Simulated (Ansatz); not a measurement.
# Ligand exchange: CH2BrF + SiH2(CH3)F → CH2F2 + SiH2(CH3)Br

Species: CH2BrF (bromofluoromethane) `FCBr`, singlet; SiH2(CH3)F, singlet; CH2F2 `FCF`, singlet; SiH2(CH3)Br, singlet. The partners trade Br for F: C–Br and Si–F bonds give way to C–F and Si–Br.

Shapes, held fixed at every level: PBE0-D4/def2-TZVP. Programs: Ansatz 0.2.0. The zero-point and thermal change to 298 K, harmonic and unscaled (PBE0-D4/def2-TZVP), is +2.3 kJ/mol.

| level | kind | ΔH(298 K) (kJ/mol) | less CCSD(T)/def2-TZVPP |
| --- | --- | --- | --- |
| SPW92/def2-TZVPP | LDA | +29.3 | -7.7 |
| r2SCAN-D4/def2-TZVPP | meta-GGA | +34.2 | -2.8 |
| wB97X-V/def2-TZVPP | range-separated hybrid | +31.7 | -5.3 |
| MP2/def2-SVP | perturbation theory | +12.4 | -24.6 |
| MP2/def2-TZVPP | perturbation theory | +39.2 | +2.2 |
| CCSD/def2-SVP | coupled cluster or CI | +9.6 | -27.4 |
| CCSD/def2-TZVPP | coupled cluster or CI | +36.4 | -0.6 |
| CCSD(T)/def2-TZVPP | coupled cluster or CI | +37.0 | 0.0 |

The highest level, CCSD(T)/def2-TZVPP, gives ΔH(298 K) = +37.0 kJ/mol; the levels span +9.6 to +39.2. The column of differences is taken from that level and isn't an error. No measured value is set beside it here. Relativity is left out for Br. Outer-core shells of Br are correlated in most correlated rows, in sets that cover them unevenly.

The exchange is endothermic at every level, so fluorine prefers silicon and bromine is better left on carbon. Both elements bind fluorine more strongly than bromine, but the preference is greater at silicon. Its lower electronegativity makes the Si–F bond strongly polar, with a large ionic contribution, and fluorine lone-pair donation into σ* orbitals at silicon can strengthen it further. The new C–F bond repays only part of that loss, even though geminal fluorines stabilise CH2F2 through the anomeric effect.

The basis set matters far more here than the treatment of correlation beyond MP2. CCSD rises from +9.6 to +36.4 kJ/mol between the double- and triple-zeta sets, and MP2 shifts almost identically, whereas perturbative triples barely change the triple-zeta result. The smaller set probably lacks the flexibility to describe the compact, polar Si–F bond in balance with the other bonds. The direction of exchange is therefore well supported, but the close agreement between CCSD and CCSD(T) doesn't establish convergence beyond triple-zeta quality.
